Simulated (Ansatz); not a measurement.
# A series in volume per atom on MgO

Results calculated with Ansatz 0.2.0, not measured. Periodic Kohn-Sham DFT of a crystal at fixed atoms; pressure and stress are positive in compression; the energy is the free energy less that of spherical unpolarised free atoms; site moments are those in the method's own spheres, positive along +z.

Cell of the first row (space group Fm-3m, No. 225):
```
CELL_PARAMETERS angstrom
0.00000 2.09900 2.09900
2.09900 0.00000 2.09900
2.09900 2.09900 0.00000
ATOMIC_POSITIONS crystal
Mg 0.00000 0.00000 0.00000
O 0.50000 0.50000 0.50000
```

Settings of every row: method all-electron LAPW; functional PBE; relativity scalar; k mesh 10x10x10; filling fermi-dirac; smearing width 0.01 eV; basis error target 0.5 meV/atom; nucleus gaussian.

Atom start moment: 0 on all atoms.

Limits: the cell was measured well above room temperature.

| row | volume per atom (Å³) | pressure (GPa) | energy less free atoms (eV/atom) |
| --- | --- | --- | --- |
| 1 | 9.247 | 6.479 | -5.9283 |
| 2 | 9.491 | 2.162 | -5.9348 |
| 3 | 9.734 | -1.632 | -5.9351 |
| 4 | 9.977 | ? | ? |
| 5 | 10.221 | -7.906 | -5.9202 |

Question: what pressure and energy less free atoms should row 4 give?

Worked fit of pressure. Take u = (V_r/V)^(2/3) − 1 with V_r = 9.6125 Å³ an atom, which is twice the finite (Eulerian) strain; such expansions in the strain, on which the Birch-Murnaghan equation of state is built, carry the rest volume and the bulk modulus. The shown rows have u = 0.02618, 0.00852, -0.00834, -0.04009. Least squares give pressure = 0.2047 + 224.908 × u + 563.62 × u² GPa; a straight line predicts inner rows, each left out in turn, worse (root mean square 0.39 against 0.00039 GPa). All shown rows lie on it to the printed digit. The pressure vanishes at u = -0.0009, or V = 9.626 Å³ an atom, and there the bulk modulus at fixed shape and fractions is B = −V dP/dV = (2/3)(1 + u) dP/du = 149 GPa. The withheld row has u = -0.02451, so the fit gives 0.2047 + 224.908 × (-0.02451) + 563.62 × (-0.02451)² = -4.969 GPa.

The calculation gave -4.97 GPa. The fit lies 0.001 GPa (0.007 % of the column's range) above it, one unit of the last digit.

Worked fit of energy less free atoms. Take u = (V_r/V)^(2/3) − 1 with V_r = 9.6125 Å³ an atom, which is twice the finite (Eulerian) strain; such expansions in the strain, on which the Birch-Murnaghan equation of state is built, carry the rest volume and the bulk modulus. The shown rows have u = 0.02618, 0.00852, -0.00834, -0.04009. Least squares give energy less free atoms = −5.93567 + 0.0176 × u + 10.064 × u² eV/atom; a straight line predicts inner rows, each left out in turn, worse (root mean square 0.0069 against 3.2e-05 eV/atom). All shown rows lie on it to the printed digit. Its lowest point lies at u = -0.0009, or V = 9.625 Å³ an atom, and the curvature there gives the bulk modulus at fixed shape and fractions, B = (4/9)(1 + u)² E″(u)/V = 149 GPa. The withheld row has u = -0.02451, so the fit gives −5.93567 + 0.0176 × (-0.02451) + 10.064 × (-0.02451)² = -5.9301 eV/atom.

The calculation gave -5.9301 eV/atom. The fit meets it to the printed digit.
